Question

I am setting up variational Monte Carlo for the two-valley electron gas of a Si(100) MOSFET, with backflow coordinates x_i = r_i + Σ_j η(r_ij)(r_i − r_j). In 3D, η is said to fall as r⁻³, a dipolar flow. What is the tail in 2D? The Jastrow function u decays as r^(−1/2), so u′/r goes as r^(−5/2). Is η proportional to that? Where does the tail begin, and does the gate cut it off?

Answer

At the collective-coordinate level the leading tail is η = a²/(2r²). The power r^(−5/2) is the first correction, with opposite sign. The gate changes the coefficient but not the power.

1. Conventions and derivation

Ψ = D(x) exp(−Σ_{i<j} u(r_ij)) and x_i = r_i + Σ_j ∇_i y(r_ij), so η = y′/r. Fourier transforms are y_q = ∫ d^d r y e^(−iq·r). T = 0, n is the density, ε_q = ħ²q²/2m, v_q is the interaction, a is the Wigner–Seitz radius, a* the effective Bohr radius, r_s = a/a*.

Take one electron with factor e^(ik·r) in the Slater–Jastrow function. Its local energy contains the cross term i(ħ²/m) k·∇Σ_j u(r − r_j). Imaginary-time projection adds to ln Ψ minus the time integral of this term. A Fourier component relaxes at the rate (ε_q + ħω_q)/ħ: ε_q from free diffusion of the electron, ω_q from the density mode treated as one collective coordinate, in the spirit of Bohm and Pines. Writing the result as ik·∇y,

(1) y_q = −(ħ²/m) u_q/(ε_q + ħω_q).

Close this with the Feynman relation ħω_q = ε_q/S and Gaskell's RPA forms 2n u_q = 1/S − 1/S₀, 1/S² = 1/S₀² + 2n v_q/ε_q, where S₀ is the free-gas structure factor:

(2) y_q = −f(q)/(n q²), f = (1 − S/S₀)/(1 + S).

2. Dimensional analysis and the leading tail

y has dimension length², so y_q has length^(d+2), which 1/(nq²) supplies with no e, m or ħ. For Coulomb forces S/S₀ → 0 and f → 1 in both dimensions. Then y = −1/(4πnr) in 3D and y = ln r/(2πn) + const in 2D, giving

(3) η → (1/d)(a/r)^d.

The phase k·∇y gives the other electrons a current n(ħ/m) q(q·k) y_q = −(ħ/m) q̂(q̂·k), which cancels the longitudinal part of the electron's own current ħk/m. In 2D this is a dipole field of magnitude ħk/(2πm r²).

By (1), y_q ≈ −(ħ/m) u_q/ω_q at small q. In 3D ω_p is constant, so y ∝ u ∝ q⁻². In 2D u_q ∝ q^(−3/2), i.e. u → 1.48 (r_s a/r)^(1/2), but ω_q ∝ q^(1/2), and the slow plasmon restores q⁻². Setting η ∝ u′/r assumes a q-independent relaxation time, which holds only in 3D.

3. Small q in ungated 2D

With degeneracy g (spin × valley), k_F a = 2/√g and S₀ = (2/π)[arcsin x + x√(1 − x²)], x = q/2k_F ≤ 1, so S₀ ≈ 2q/(πk_F). Also 2n v_q/ε_q = 8r_s/(qa)³. Two scales appear:

q₁ = 8g/(π²a*) = (8/π²) q_TF, with q_TF = g/a*, independent of density;
q₂ = 2 r_s^(1/3)/a, with S ≈ (q/q₂)^(3/2).

For q ≪ k_F, S/S₀ = (1 + q₁/q)^(−1/2), and f = 1 − (q/q₁)^(1/2) + ½(q/q₁)^(3/2) − (q/q₂)^(3/2) + O(q²). In real space η = (a²/2r) ∫₀^∞ f J₁(qr) dq. With ∫₀^∞ x^μ J₁ dx = 2^μ Γ(1 + μ/2)/Γ(1 − μ/2), in the Abel sense,

(4) η = (a²/2r²){1 − 1.046 (q₁r)^(−1/2) + 0.717[½(q₁r)^(−3/2) − (q₂r)^(−3/2)] + O(r⁻²)}.

The remainder includes 2k_F oscillations. The r^(−5/2) term comes from −1/S₀ in u_q, the suppression of density fluctuations that D already supplies; a distinguishable test charge lacks it. In 3D, S₀ ≈ 3q/4k_F gives S/S₀ = 2v_F q/(3ω_p) and a relative correction −8v_F/(3π ω_p r).

Neglected term: the electron's own motion shifts the denominator of (1) by ħ²k·q/m, a relative shift of at most (4/π) S/S₀ at k_F and small q. The next term odd in k is the square of this, up to 1.62 (S/S₀)² ≈ 1.62/(q₁r) at q ≈ 1/r. It exceeds the third term of (4) at large r, so only two terms of (4) carry meaning, and the coefficient 1.046 is the model's.

4. Other regimes

Large q (q > 2k_F, q ≫ q₂): S₀ = 1 and f ≈ 2r_s/(qa)³. So η(0) is finite and η ≈ η(0) − r/(3a*). Exchange and multiple scattering are missing here, so this part should be optimised, not taken from (2).

Small r_s: if q₁ ≪ k_F there is a window 1/k_F ≪ r ≪ 1/q₁ with f ≈ q₁/2q, and η ≈ q₁a²/(4r), proportional to r_s at fixed r/a. For g = 4, q₁ = k_F at r_s = π²/32 = 0.31.

Large r_s: the first correction shrinks as (r_s r/a)^(−1/2). For g = 4 it equals the q₂ term at r = 0.44a for any r_s, so beyond about one a the r^(−5/2) term is the larger of the two.

5. Numbers for Si(100)

Inputs: ε_Si = 11.7 (compiled value, Ioffe Institute, 300 K, used unchanged at low T); typical values ε_ox = 3.9, in-plane mass m = 0.19 m_e, g = 4. Then ε̄ = (ε_Si + ε_ox)/2 = 7.8, a* = 2.17 nm, q_TF = 1.84 nm⁻¹, q₁ = 1.49 nm⁻¹, 1/q₁ = 0.67 nm. The small-r_s window needs n above 7.1 × 10¹³ cm⁻², where a single flat subband is no longer a sensible model. The first correction falls to 10 % at r = 73 nm at any density.

n (cm⁻²) | a (nm) | r_s | 1/q₂ (nm) | at r = 5a: second term | third term | neglected k³ term | η (two terms)
10¹¹ | 17.8 | 8.2 | 4.4 | −0.09 | −0.008 | ≤ 0.01 | 0.018
10¹² | 5.64 | 2.6 | 2.1 | −0.16 | −0.013 | ≤ 0.04 | 0.017

The leading value at 5a is 0.020. At 10¹² cm⁻² the three-term bracket is 0.83, which direct quadrature of (2) reproduces within 2 %. RPA input is rough at r_s ≈ 8, which affects the corrections more than (3). T = 0 means T ≪ E_F/k_B; at 10¹¹ cm⁻², E_F = 0.63 meV, or 7.3 K.

A square cell of N = 116 electrons has L/2 = 9.5a. The first correction there is still 7 % at 10¹¹ and 12 % at 10¹² cm⁻². The displacement per neighbour falls only as 1/r, so y should be summed in reciprocal space.

6. The gate

An ideal metal gate behind oxide of thickness d gives v_q = e²/[ε₀q(ε_Si + ε_ox coth qd)]. This is the ungated v_q times G = 2ε̄/(ε_Si + ε_ox coth qd), and S/S₀ = (1 + q₁G/q)^(−1/2). G = ½ at qd = 0.20, so the crossover lies near r = 4.9d rather than d. For qd ≪ 1, G/q → (2ε̄/ε_ox) d = 4d. The plasmon becomes acoustic, u_q ∝ 1/q and u′/r ∝ r⁻³, but S/S₀ tends to a constant:

(5) η = (a²/2r²)[Z − ℓ/r], Z = 1 − (1 + A)^(−1/2), A = 4q₁d,

ℓ = (3d/2) A (1 + A)^(−3/2) + Z(1 − Z) 2a/π, where 3 = ε_Si/ε_ox and g = 4.

Thick oxide, d = 100 nm (illustrative): crossover near 490 nm, Z = 0.96, ℓ = 6.3 nm at 10¹² cm⁻², neglected k³ term at most 1.62(1 − Z)² = 0.003. The r^(−5/2) correction decays until it meets 1 − Z and then freezes.

Thin oxide, d = 2 nm (illustrative): crossover near 10 nm, of order a, so no ungated window exists. Z = 0.72, but the neglected term reaches 0.13. The layer thickness also matters: a typical charge centroid 3 nm inside the Si adds at most 3 nm × ε_ox/ε_Si = 1 nm to d, raising Z to 0.77. The model supports only Z ≈ 0.7–0.8.

For the trial function, a form c(a/r)²[1 − b(q₁r)^(−1/2)] with c and b free, started at c = ½ and b ≈ 1, fits thick-oxide devices; for thin oxides use a pure r⁻² tail with c started at the model's Z/2.